Student: Iron has three elastic constants and a bar of iron has two. I think I can get the shear modulus G of the bar without any representation theory.

Lecturer: Then do it at the board, for an untextured polycrystal of bcc α-iron at 300 K. A modulus is an energy density, so use eV/Å³, with 1 eV/Å³ = 160.2 GPa.

Student: The compiled bulk modulus is 173 GPa at 4 K (Sha 2006). That is 1.080 eV/Å³, and I round it to 1.1. I treat the metal as atoms joined by springs. A spring along the unit vector n feels only the stretch n·ε·n, so its energy goes as (n·ε·n)². In a polycrystal the bonds point everywhere, and over a sphere ⟨n_i n_j n_k n_l⟩ = (δ_ij δ_kl + δ_ik δ_jl + δ_il δ_jk)/15. An isotropic solid has C_ijkl = λ δ_ij δ_kl + μ(δ_ik δ_jl + δ_il δ_jk), so my springs give λ = μ. With K = λ + 2μ/3 and G = μ, that means G = 3K/5 ≈ 0.66 eV/Å³, about 106 GPa.

Lecturer: Leave it on the board. It is an honest estimate, and it makes two assumptions that the careful calculation will name. The conventions are σ_ij = C_ijkl ε_kl, tensor strain, repeated indices summed, and energy density ½ ε_ij C_ijkl ε_kl. Which index symmetries does C have?

Student: It is symmetric in ij, in kl, and under exchange of the two pairs.

Lecturer: So under rotations it transforms as the symmetric square of the symmetric square of the vector representation V, written [[V²]²]. Let Dl be the representation of dimension 2l + 1, with V = D1. The rank is even, so inversion acts trivially. Strain is [V²] = D0 + D2, dilatation plus pure shear. The symmetric square of a sum is the sum of the symmetric squares plus the cross product, here D0 + D2 + [D2²]. In D2 × D2 = D0 + D1 + D2 + D3 + D4 the even members are symmetric under exchange, and 1 + 5 + 9 = 15 is the right dimension, 5·6/2. Therefore

[[V²]²] = 2 D0 + 2 D2 + D4, with 2 + 10 + 9 = 21.

Student: Two copies of D0 and two of D2. Any mixture of the copies is equally good, so the decomposition is ambiguous.

Lecturer: Rotations alone leave it ambiguous. Index permutations commute with rotations and fix a natural choice. Define the fully symmetric part S_ijkl = (C_ijkl + C_iklj + C_iljk)/3. It is equivalent to a homogeneous quartic polynomial in n, which on the sphere contains l = 4, 2 and 0, so [V⁴] = D0 + D2 + D4 with 15 components. The other 21 − 15 = 6 must be D0 + D2, a symmetric second-rank tensor. With the Levi-Civita symbol e it is

Q_mn = ½ e_mik e_njl C_ijkl.

Any tensor symmetric in i and k, such as S, drops out. In two-index notation Q_11 = C23 − C44 and Q_12 = C45 − C36, and so on cyclically. Q = 0 is the set of six Cauchy relations, which is why S is called the Cauchy part. A static, unstressed lattice with pair forces and every atom at an inversion centre has C equal to a weighted sum of n_i n_j n_k n_l over bonds, so there Q vanishes. That is your first assumption.

Student: And how does 21 become 3?

Lecturer: Count how often the identity representation of the cubic rotation group O occurs in each piece. The classes are E, 8 C3, 3 C2, 6 C4, 6 C2′. For D2 the characters are 5, −1, 1, −1, 1, and (5 − 8 + 3 − 6 + 6)/24 = 0. For D4 they are 9, 0, 1, 1, 1, and (9 + 0 + 3 + 6 + 6)/24 = 1. A cubic crystal keeps two scalars and one l = 4 amplitude. In cube axes

C_ijkl = C12 δ_ij δ_kl + C44(δ_ik δ_jl + δ_il δ_jk) + H T_ijkl,

where H = C11 − C12 − 2C44 and T_ijkl is 1 when all four indices are equal and 0 otherwise. T is fully symmetric, so H multiplies the D4 piece together with a scalar, and Q_mn = (C12 − C44) δ_mn.

Student: Now average over grains.

Lecturer: Averaging over all rotations projects onto D0, so ⟨C⟩ is isotropic and shares the two full contractions of C, which no rotation changes: A = C_iijj and B = C_ijij. For the isotropic form, A = 9λ + 6μ and B = 3λ + 12μ. Solving,

K_V = C_iijj/9, G_V = (3 C_ijij − C_iijj)/30.

These are the Voigt averages, valid for any crystal class. The trace of Q is (A − B)/2. Put B = A − 2 tr Q into G_V and you get G_V = 3K_V/5 − (tr Q)/5. For cubic symmetry,

G_V = (3/5)[K_V − (C12 − C44)].

Student: So my 3K/5 is the Voigt average with the Cauchy-violating scalar deleted. But why is an average not the answer? You average, you are done.

Lecturer: Because ⟨σ⟩ = ⟨C ε⟩, and that equals ⟨C⟩⟨ε⟩ only if the strain is uncorrelated with the orientation. Impose a displacement on the boundary of a well-bonded sample corresponding to a mean strain E. The true field minimises the energy among compatible fields, and that minimum defines the effective tensor C*. Uniform strain is one compatible field, so E·C*·E ≤ E·⟨C⟩·E for every E. For an isotropic aggregate a dilatation gives K ≤ K_V and a shear gives G ≤ G_V. Your springs all saw the same ε, which is your second assumption. The mirror argument uses the complementary energy with uniform stress as the trial field and the compliance tensor s, the inverse of C on symmetric tensors. It gives the Reuss lower bounds, 1/K_R = s_iijj and 1/G_R = 2(3 s_ijij − s_iijj)/15. Hill proved in 1952 that the two averages are bounds.

Student: Numbers, please.

Lecturer: The compiled constants at 300 K are C11 = 232.2, C12 = 135.6 and C44 = 117 GPa (Sha 2006), that is 1.449, 0.846 and 0.730 eV/Å³. I carry a fourth decimal as a guard digit, and everything below is in eV/Å³. A = 3C11 + 6C12 = 9.423 and B = 3C11 + 6C44 = 8.727. Then K_V = 1.047, or 168 GPa, and G_V = (26.181 − 9.423)/30 = 0.5586, or 89.5 GPa. The Cauchy difference is C12 − C44 = 0.116, and H = −0.857.

The shear part has a neater form. Under the cubic group the five shears split as D2 → Eg + T2g. The two Eg shears have modulus C′ = (C11 − C12)/2 = 0.3015 and the three T2g shears have C44 = 0.730, a ratio of 2.42. Rotate the projector onto Eg through all orientations. By Schur's lemma the average is a multiple of the identity on D2, and the trace fixes the multiple at 2/5. For T2g it is 3/5. Hence G_V = (2C′ + 3C44)/5, and 5/G_R = 2/C′ + 3/C44 gives G_R = 0.4654, or 74.6 GPa. Dilatation is a separate eigenstrain with the same modulus in every orientation, so K_R = K_V = K, and the bulk modulus of the aggregate is exactly that of the crystal.

Student: Your careful answer is a window 17 per cent of G_V wide. That is hardly better than my guess.

Lecturer: Your guess lies above the window, which the guess alone could not tell you. The window can also be narrowed. Embed one spherical grain of shear modulus G_a, on one of its two shear subspaces, in an isotropic matrix with moduli K and G0. Eshelby's result is that the strain in the grain is uniform and equals the remote shear strain divided by 1 + β(G_a − G0)/G0, with β = 6(K + 2G0)/[5(3K + 4G0)]. Rewrite the factor as (G0 + G*)/(G_a + G*), where G* = G0(1 − β)/β = G0(9K + 8G0)/[6(K + 2G0)] is the stiffness with which the surroundings resist the grain's change of shape. Take G as mean stress over twice the mean strain, with the same Schur weights:

1/(G + G*) = (2/5)/(C′ + G*) + (3/5)/(C44 + G*).

A weighted harmonic mean of two numbers rearranges exactly to

G = G_V − (6/25)(C44 − C′)²/(G̃ + G*), with G̃ = (3C′ + 2C44)/5.

Here C44 − C′ = 0.4285, the numerator is 0.04407, and G̃ = 0.4729. Rigid surroundings, G* → ∞, give Voigt. No constraint, G* = 0, subtracts 0.0932 and gives Reuss. Setting G0 equal to the softer and the stiffer of C′ and C44 gives the Hashin–Shtrikman bounds, which need the grain geometry as well as the orientations to be statistically isotropic. They are 0.5057 and 0.5223, or 81.0 and 83.7 GPa. Setting G0 = G, the self-consistent choice, gives G* = 0.5605, a subtraction of 0.0426 and G = 0.5160. So this model's value is 0.516 eV/Å³, about 83 GPa, for equiaxed, untextured, pore-free grains with magnetic domain walls held fixed.

Student: Then I was high by 0.1440, or 28 per cent of your value. Where did it go?

Lecturer: In three places, and they add up. First, the input. With K = 1.047, 3K/5 is 0.6282, which is 0.0318 below your 0.66. Of that, 0.012 is your rounding and 0.020 is the step from the 4 K value to the 300 K constants. Second, the Cauchy scalar, (3/5)(0.116) = 0.0696. Third, strain redistribution, 0.0426. The shares are 22, 48 and 30 per cent.

Student: Why should the Cauchy term be the largest, and why of that sign?

Lecturer: Part of the energy of a metal depends on the local electron density, and so on the volume per atom, more than on single bonds. An energy depending on volume alone, taken at its own minimum, adds equally to C11 and C12 and nothing to C44. It raises K and C12 − C44 together and leaves their difference, and hence G_V, untouched. You fed the whole bulk modulus into a rule that converts only its central-force share into shear stiffness. Directional d bonding pushes the other way, so the 0.116 is a net figure, 11 per cent of K. It enters G at first order. The D4 amplitude is much larger, but it cannot appear at first order once the scalars are fixed, since it averages to zero. It enters through H², as C44 − C′ = −H/2, because soft-oriented grains take more than their share of strain. That term is always negative.

Student: Is 0.116 even well defined at 300 K?

Lecturer: Less sharply than G. Adiabatic and isothermal constants of a cubic crystal share C′ and C44 but differ in K by the fraction α_V γ T. The compiled linear expansion, 11.8 × 10⁻⁶ per K at 293 K (Kaye and Laby Online), gives α_V = 3.54 × 10⁻⁵ per K. A typical Grüneisen parameter γ ≈ 1.7 then gives 0.018 at 300 K, or 0.019 eV/Å³ in K and in C12. That would move 0.011 between the first two items, so their shares are rough. G_V is unchanged and the self-consistent G moves by less than 0.0001.

Student: One more objection. The plain mean of C′ and C44 is 0.516. That is your answer, in one line.

Lecturer: It is an accident of iron. Equal weights in place of 2/5 and 3/5 lower G_V by (C44 − C′)/10 = 0.043, linear in the anisotropy. The true lowering is quadratic and happens to be 0.043 at this anisotropy. In a crystal with C′ > C44 the plain mean would lie above the Voigt bound.

Student: Does my spring rule always overshoot?

Lecturer: Try silicon, as in polycrystalline gate and contact layers, with approximate room-temperature inputs C11 ≈ 1.04, C12 ≈ 0.40, C44 ≈ 0.50 eV/Å³. Then K = 0.61 and 3K/5 = 0.37. Bond-angle stiffness makes C12 − C44 = −0.10, even though the atoms are off inversion centres and their internal relaxation softens C44. The model's bounds are G_R = 0.41 and G_V = 0.43, so the spring rule now falls below the window, and the window is narrow because C44 − C′ is only 0.18. A deposited film is usually textured, and then the projection onto D0 is incomplete. For cubic grains the l = 4 coefficients of the orientation distribution, and only those, let H into the Voigt average as a first-order anisotropy.